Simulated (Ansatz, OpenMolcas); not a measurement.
# A small benchmark: dipole moment

6 molecules holding an element from Na to Cl; the dipole moment in D, computed less measured. Shapes, held fixed at every level: PBE0-D4/def2-TZVP. No vibrational averaging. Dipoles are compared by magnitude; molecules under 1 D, whose direction can flip, are left out. Programs: Ansatz 0.2.0, OpenMolcas 26.06. Measured values: NIST CCCBDB.

Levels: A = PBE/STO-3G; B = PBE-D4/def2-TZVPP; C = r2SCAN-D4/def2-TZVPP; D = B3LYP/6-31G* (Cartesian functions); E = B3LYP-D4/def2-TZVPP.

```tsv
molecule	measured	A	B	C	D	E
HBS (hydrogen boron sulfide)	1.30	-1.18	-0.10	+0.08	+0.24	+0.07
SO2 (sulfur dioxide)	1.63	-0.40	-0.09	-0.05	+0.08	+0.10
PF3 (phosphorus trifluoride)	1.03	-0.56	-0.19	-0.18	-0.05	+0.02
CH3Cl (chloromethane)	1.87	+0.13	-0.05	+0.05	+0.14	+0.01
SiH3Cl (chlorosilane)	1.31	+1.13	-0.15	-0.09	+0.37	-0.06
CH4S (methanethiol)	1.52	-0.55	+0.01	+0.08	+0.21	0.00
```

Q: Which level does best on this set, which worst, and which err to one side?

A: 
| level | kind | mean error | mean absolute error | worst case |
| --- | --- | --- | --- | --- |
| PBE/STO-3G | GGA | -0.238 | 0.658 | HBS |
| PBE-D4/def2-TZVPP | GGA | -0.095 | 0.098 | PF3 |
| r2SCAN-D4/def2-TZVPP | meta-GGA | -0.018 | 0.088 | PF3 |
| B3LYP/6-31G* (Cartesian functions) | global hybrid | +0.165 | 0.182 | SiH3Cl |
| B3LYP-D4/def2-TZVPP | global hybrid | +0.023 | 0.043 | SO2 |

On this set B3LYP-D4/def2-TZVPP has the smallest mean absolute error and PBE/STO-3G the largest. PBE/STO-3G is too low in 4 of 6; PBE-D4/def2-TZVPP is too low in 5 of 6; B3LYP/6-31G* (Cartesian functions) is too high in 5 of 6; B3LYP-D4/def2-TZVPP is too high in 4 of 6. The set is small.

The basis set matters more here than the functional. With PBE, going from STO-3G to def2-TZVPP shrinks the error for every molecule. A minimal basis cannot let the valence shell expand, contract or polarise as the bonding demands, so charge transfer and lone-pair moments are poorly balanced. The resulting errors have no common sign: HBS loses nearly all its dipole (-1.18) while SiH3Cl gains +1.13, so the modest mean error of PBE/STO-3G reflects cancellation. B3LYP also improves in the larger basis, most clearly for SiH3Cl, though SO2 gets marginally worse.

Within def2-TZVPP, B3LYP gives larger dipoles than PBE for all but methanethiol, where the two practically agree. This probably reflects exact exchange, which curbs the excessive delocalisation of semilocal functionals and keeps more charge on the electronegative atoms. The D4 term plays no part, since it leaves the density unchanged at fixed geometry. Without a larger basis containing diffuse functions, the remaining errors cannot be assigned to the functionals alone.
